**Correlation shifts and quantum defects of the Be⁺ valence levels**

The table holds removal energies of one electron outside the 1s² core from frozen-core Dirac-Hartree-Fock (no-pair Dirac-Coulomb, B-spline basis), with second-order, Brueckner and screened correlation shifts, Breit and QED shifts for the lowest states, mean radii and quantum defects. The program fits nothing: it scales the screened shift by n*³, splits each defect into a correlation part and the rest, and compares the shifts with the estimate α⟨r⁻⁴⟩/2 from hydrogenic orbitals and the core polarisability of the same calculation. The table reaches 0.96 of this estimate for f, 0.80 to 0.85 for d and 0.19 to 0.25 for p, and the static quadrupole term widens the gap. Shift × n*³ is constant to about 12 % within each series, falling for s and p and rising for d and f. The output also sets the 2s energy at each level against NIST and shows that the rise of the 4p doublet follows from Breit being applied to the lowest states only.

B-spline many-body code 1, no-pair Dirac-Coulomb: Be+, one electron outside a closed 1s2 core, finite nucleus (rms radius 2.519 fm). Frozen-core Dirac-Hartree-Fock (DHF), then Brueckner orbitals from a second-order or RPA-screened correlation potential. Shifts add to the DHF removal energy; Breit and QED shifts cover the lowest s, p and d states only.

## Program and output

```python
# Table: Be+ valence levels outside 1s2, B-spline many-body code, no-pair Dirac-Coulomb: frozen-core DHF
# removal energies, correlation shifts (second order, Brueckner, screened), Breit, QED, radii, quantum defects.
# Tested: order in l, n*^-3 scaling, correlation share of the defect, parameter-free core polarisation estimate.
T = {
    'state': ['2s1/2', '3s1/2', '4s1/2', '2p1/2', '3p1/2', '4p1/2', '2p3/2', '3p3/2', '4p3/2', '3d3/2', '4d3/2', '5d3/2', '3d5/2', '4d5/2', '5d5/2', '4f5/2', '5f5/2', '4f7/2', '5f7/2'],
    'state_removal_dhf_ev': [18.128, 7.2525, 3.888, 14.135, 6.2158, 3.474, 14.134, 6.2155, 3.4738, 6.049, 3.4026, 2.1776, 6.0489, 3.4026, 2.1776, 3.4015, 2.1769, 3.4014, 2.1769],  # eV
    'state_second_order_shift_ev': [0.0788, 0.01841, 0.00697, 0.1079, 0.02925, 0.01182, 0.1078, 0.02922, 0.01181, 0.004727, 0.002174, 0.001148, 0.004726, 0.002174, 0.001148, 0.0003636, 0.0002081, 0.0003635, 0.000208],  # eV
    'state_brueckner_second_order_shift_ev': [0.07923, 0.01848, 0.006988, 0.1093, 0.02946, 0.01189, 0.1092, 0.02943, 0.01188, 0.004744, 0.002183, 0.001152, 0.004743, 0.002182, 0.001152, 0.0003638, 0.0002082, 0.0003638, 0.0002082],  # eV
    'state_screened_shift_ev': [0.08579, 0.02001, 0.007543, 0.1162, 0.03117, 0.01254, 0.1161, 0.03114, 0.01253, 0.005247, 0.002414, 0.001273, 0.005246, 0.002414, 0.001273, 0.0004034, 0.0002307, 0.0004034, 0.0002307],  # eV
    'state_breit_shift_ev': [-0.0006415, -0.0001623, None, -0.0006308, -0.0001971, None, -0.0002421, -7.501e-05, None, -1.322e-06, -7.703e-07, None, -3.26e-08, -2.113e-08, None, None, None, None, None],  # eV
    'state_qed_shift_ev': [-0.0002063, -5.331e-05, None, 3.69e-05, 1.087e-05, None, 3.216e-05, 9.47e-06, None, 3.665e-07, 1.799e-07, None, 3.197e-08, 3.852e-08, None, None, None, None, None],  # eV
    'state_mean_radius': [2.271, 5.631, 10.49, 2.35, 6.026, 11.2, 2.35, 6.027, 11.2, 5.24, 10.49, 17.23, 5.24, 10.49, 17.23, 8.998, 15.75, 8.998, 15.75],  # bohr
    'state_quantum_defect': [0.2714, 0.2644, 0.2623, 0.04577, 0.04837, 0.0491, 0.04571, 0.04831, 0.04902, 0.001804, 0.002107, 0.002238, 0.001786, 0.002089, 0.00222, 0.0002556, 0.0002892, 0.0002467, 0.0002803],
}
import numpy as np
from scipy.constants import physical_constants as pc
from scipy.special import eval_genlaguerre
Ha = pc['Hartree energy in eV'][0]; cm = pc['electron volt-inverse meter relationship'][0]/100
me = pc['electron mass in u'][0]; Z = 2; R = Z*Z*Ha/2
# further outputs of the same run, typed in: core polarisabilities, NIST value, p doublets (cm-1)
ad, aq, nist, efin = 0.0518187, 0.0151781, 18.2111, 18.2127
dbl = {'2p': (8.91164, 6.60281), '3p': (2.69014, 1.93457), '4p': (1.13633, 1.2243)}
S = T['state']; ix = {s: i for i, s in enumerate(S)}
c = lambda k: np.array([0.0 if v is None else v for v in T['state_'+k]], float)
dhf, so, br, sc = c('removal_dhf_ev'), c('second_order_shift_ev'), c('brueckner_second_order_shift_ev'), c('screened_shift_ev')
bt, qe, r, qd = c('breit_shift_ev'), c('qed_shift_ev'), c('mean_radius'), c('quantum_defect')
n = np.array([int(s[0]) for s in S]); l = np.array(['spdf'.index(s[1]) for s in S])
low = [i for i, s in enumerate(S) if int(s[2]) == max(2*l[i]-1, 1)]
ns = n-qd; E = R/ns**2; dc = qd-(n-np.sqrt(R/(E-sc)))
x, w = np.polynomial.laguerre.laggauss(30)
def mom(n, l, k):
    L = eval_genlaguerre(n-l-1, 2*l+1, x)**2
    return (n/(2*Z))**k*np.sum(w*x**(2*l+2+k)*L)/np.sum(w*x**(2*l+2)*L)
dev = np.abs(E-(dhf+sc+bt+qe))
print(f"energy from defect vs DHF+screened(+Breit+QED where given): worst {1e3*dev.max():.2f} meV ({S[dev.argmax()]}); rounding about 1 meV for 2s")
print("state  n*     shift*n*^3(eV) shift/DHF(%) defect: correlation part, rest, share(%)  radius/hydrogenic")
for i in low:
    print(f"{S[i]} {ns[i]:.4f} {sc[i]*ns[i]**3:.4f} {100*sc[i]/dhf[i]:.3f} {dc[i]:.6f} {qd[i]-dc[i]:.6f} {100*dc[i]/qd[i]:.1f} {r[i]/mom(n[i], l[i], 1):.4f}")
print("series: exponent of shift in n*; change of shift*n*^3; Brueckner/second order; screened/Brueckner")
for L in range(4):
    g = [i for i in low if l[i] == L]; a, b = g[0], g[-1]; m = l == L
    p = np.log(sc[b]/sc[a])/np.log(ns[b]/ns[a]); ch = 100*(sc[b]*ns[b]**3/(sc[a]*ns[a]**3)-1)
    print(f"{S[a][:2]}-{S[b][:2]}: {p:.2f}; {ch:+.1f} %; {(br/so)[m].min():.4f}-{(br/so)[m].max():.4f}; {(sc/br)[m].min():.3f}-{(sc/br)[m].max():.3f}")
g = lambda s: sc[ix[s]]
print(f"shift ratio p/s: n=2 {g('2p1/2')/g('2s1/2'):.2f}, n=3 {g('3p1/2')/g('3s1/2'):.2f}, n=4 {g('4p1/2')/g('4s1/2'):.2f}")
print(f"n=4 ratios: s/d {g('4s1/2')/g('4d3/2'):.2f} (radii {r[ix['4s1/2']]:.2f}, {r[ix['4d3/2']]:.2f} bohr), d/f {g('4d3/2')/g('4f5/2'):.2f}, p/f {g('4p1/2')/g('4f5/2'):.1f}")
jd = max(abs(g(S[i][:2]+f"{2*l[i]+1}/2")/sc[i]-1) for i in low if l[i] > 0)
print(f"largest j-partner difference of shift {100*jd:.2f} % (rounding up to 0.08 %); largest |Breit+QED|/shift {100*np.max(np.abs(bt+qe)/sc):.2f} %")
print("polarisation estimate (meV): table, dipole, table/dipole, quadrupole, table/(dipole+quadrupole); diverges for s")
rat = {}
for i in low:
    if l[i] == 0: continue
    d = 0.5*ad*mom(n[i], l[i], -4)*Ha; rat[S[i]] = (sc[i]/d, d*n[i]**3)
    t = f"{S[i]} {1e3*sc[i]:.4f} {1e3*d:.4f} {sc[i]/d:.3f}"
    if l[i] > 1:
        q = 0.5*aq*mom(n[i], l[i], -6)*Ha; t += f" {1e3*q:.4f} {sc[i]/(d+q):.3f}"
    else: t += " quadrupole diverges"
    print(t)
print(f"dipole estimate*n^3 change: 3d-5d {100*(rat['5d3/2'][1]/rat['3d3/2'][1]-1):+.1f} %, 4f-5f {100*(rat['5f5/2'][1]/rat['4f5/2'][1]-1):+.1f} %")
i = ix['2s1/2']; bq = bt[i]+qe[i]
print(f"2s minus NIST {nist} eV (meV, rounding 0.5): DHF {1e3*(dhf[i]-nist):+.1f}; Breit+QED alone {1e3*bq:+.2f}")
print(f" with Breit+QED: second order {1e3*(dhf[i]+so[i]+bq-nist):+.1f}, Brueckner {1e3*(dhf[i]+br[i]+bq-nist):+.1f}, screened {1e3*(dhf[i]+sc[i]+bq-nist):+.1f}")
print(f" final energy of the run {1e3*(efin-nist):+.1f}; omitted reduced-mass shift for mass 9 u {-1e3*efin*me/9:+.1f}")
print("p doublets (cm-1): DHF, final, Breit part, QED part, remaining change (% of DHF)")
for k, (a, b) in dbl.items():
    u, v = ix[k+'1/2'], ix[k+'3/2']; B = (bt[u]-bt[v])*cm; Q = (qe[u]-qe[v])*cm
    note = " (Breit and QED not computed)" if T['state_breit_shift_ev'][u] is None else ""
    print(f"{k}: {a:.3f} {b:.3f} {B:+.3f} {Q:+.3f} {b-a-B-Q:+.3f} ({100*(b-a-B-Q)/a:+.1f} %){note}")
assert np.all(sc > br) and np.all(br >= so)
assert g('4p1/2') > g('4s1/2') > g('4d3/2') > g('4f5/2')
assert all(0.7 < v[0] < 1 for k, v in rat.items() if k[1] in 'df')
assert dev.max() < 2e-3
```

It prints:

```
energy from defect vs DHF+screened(+Breit+QED where given): worst 0.48 meV (2s1/2); rounding about 1 meV for 2s
state  n*     shift*n*^3(eV) shift/DHF(%) defect: correlation part, rest, share(%)  radius/hydrogenic
2s1/2 1.7286 0.4431 0.473 0.004086 0.267314 1.5 0.7570
3s1/2 2.7356 0.4096 0.276 0.003771 0.260629 1.4 0.8342
4s1/2 3.7377 0.3939 0.194 0.003624 0.258676 1.4 0.8742
2p1/2 1.9542 0.8672 0.822 0.008017 0.037753 17.5 0.9400
3p1/2 2.9516 0.8015 0.501 0.007392 0.040978 15.3 0.9642
4p1/2 3.9509 0.7734 0.361 0.007124 0.041976 14.5 0.9739
3d3/2 2.9982 0.1414 0.087 0.001300 0.000504 72.1 0.9981
4d3/2 3.9979 0.1543 0.071 0.001418 0.000689 67.3 0.9990
5d3/2 4.9978 0.1589 0.058 0.001461 0.000777 65.3 0.9988
4f5/2 3.9997 0.0258 0.012 0.000237 0.000018 92.8 0.9998
5f5/2 4.9997 0.0288 0.011 0.000265 0.000024 91.6 1.0000
series: exponent of shift in n*; change of shift*n*^3; Brueckner/second order; screened/Brueckner
2s-4s: -3.15; -11.1 %; 1.0026-1.0055; 1.079-1.083
2p-4p: -3.16; -10.8 %; 1.0059-1.0130; 1.055-1.063
3d-5d: -2.77; +12.4 %; 1.0035-1.0041; 1.105-1.106
4f-5f: -2.50; +11.7 %; 1.0005-1.0010; 1.108-1.109
shift ratio p/s: n=2 1.35, n=3 1.56, n=4 1.66
n=4 ratios: s/d 3.12 (radii 10.49, 10.49 bohr), d/f 5.98, p/f 31.1
largest j-partner difference of shift 0.10 % (rounding up to 0.08 %); largest |Breit+QED|/shift 1.08 %
polarisation estimate (meV): table, dipole, table/dipole, quadrupole, table/(dipole+quadrupole); diverges for s
2p1/2 116.2000 470.0196 0.247 quadrupole diverges
3p1/2 31.1700 154.7389 0.201 quadrupole diverges
4p1/2 12.5400 67.5653 0.186 quadrupole diverges
3d3/2 5.2470 6.1896 0.848 1.6115 0.673
4d3/2 2.4140 2.9376 0.822 0.9322 0.624
5d3/2 1.2730 1.5814 0.805 0.5392 0.600
4f5/2 0.4034 0.4197 0.961 0.0102 0.938
5f5/2 0.2307 0.2407 0.959 0.0075 0.930
dipole estimate*n^3 change: 3d-5d +18.3 %, 4f-5f +12.0 %
2s minus NIST 18.2111 eV (meV, rounding 0.5): DHF -83.1; Breit+QED alone -0.85
 with Breit+QED: second order -5.1, Brueckner -4.7, screened +1.8
 final energy of the run +1.6; omitted reduced-mass shift for mass 9 u -1.1
p doublets (cm-1): DHF, final, Breit part, QED part, remaining change (% of DHF)
2p: 8.912 6.603 -3.135 +0.038 +0.788 (+8.8 %)
3p: 2.690 1.935 -0.985 +0.011 +0.218 (+8.1 %)
4p: 1.136 1.224 +0.000 +0.000 +0.088 (+7.7 %) (Breit and QED not computed)
```
